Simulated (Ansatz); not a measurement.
# SiF3 (trifluorosilyl): the energy, rung by rung

SiF3 has 4 atoms, charge 0, and is taken as a doublet. As SMILES, `F[Si](F)F`. The shape is that of a GFN2-xTB optimisation.

```xyz
4

F     0.7879   -0.5090    1.1190
Si   -0.3252    0.2440    0.2689
F    -0.9627   -0.8891   -0.6469
F     0.5001    1.1540   -0.7410
```

Each level gives the energy change with the F1–Si2 bond stretched from 1.590 to 3.976 Å (eV). The values are calculated.

| level | kind | program | value (eV) | less FCI/STO-3G | CPU time (all runs) |
| --- | --- | --- | --- | --- | --- |
| UHF/STO-3G | Hartree–Fock | Ansatz | 1.70 | -0.09 | 0.42 s |
| U-revPBE/STO-3G | GGA | Ansatz | 3.12 | +1.33 | 6.5 s |
| U-r2SCAN/STO-3G | meta-GGA | Ansatz | 3.17 | +1.38 | 22 s |
| UB3LYP/STO-3G | global hybrid | Ansatz | 3.06 | +1.27 | 5 s |
| U-wB97M-V/STO-3G | range-separated hybrid | Ansatz | 3.01 | +1.22 | 74 s |
| U-wB97X/STO-3G | range-separated hybrid | Ansatz | 2.95 | +1.16 | 30 s |
| UCCSD(T)/STO-3G | coupled cluster or CI | Ansatz | 1.78 | -0.01 | 1 s |
| FCI/STO-3G | exact in the basis | Ansatz | 1.79 | 0.00 | 9.9 s |

FCI/STO-3G is exact within its basis and frozen core, so for wave-function methods in that basis the difference is their error; functionals converge differently with the basis, so for them it is only a difference. The first shape isn't each level's own minimum. The values span 1.70 to 3.17 eV. All rows use very small basis sets, so even the best lies far from the true value. CPU times are rough (shared hosts, several kinds of processor): they show what a rung costs within a factor of a few.

Breaking the Si–F bond costs 1.79 eV in the exact treatment, far too little for one of the strongest single bonds silicon forms. The likely cause is the minimal basis: without d functions on silicon or a second set of p functions on fluorine, it can't describe the polarised, strongly ionic Si–F bond or the expanded density of a fluoride-like ligand, so the molecule is penalised more than its fragments.

UHF falls only 0.09 eV below FCI. The doublet can separate into closed-shell SiF2 and a fluorine atom with one unpaired electron, a limit that an unrestricted determinant describes qualitatively well. The few empty valence orbitals also leave little room for correlation, so this close agreement probably wouldn't carry over to a larger basis. The functionals all give a larger stretching energy, from 2.95 to 3.17 eV, probably in part because their correlation energy doesn't depend on explicit excitations into virtual orbitals. The near-exact UCCSD(T) difference doesn't establish equal accuracy at intermediate distances, where the bonding electrons recouple.
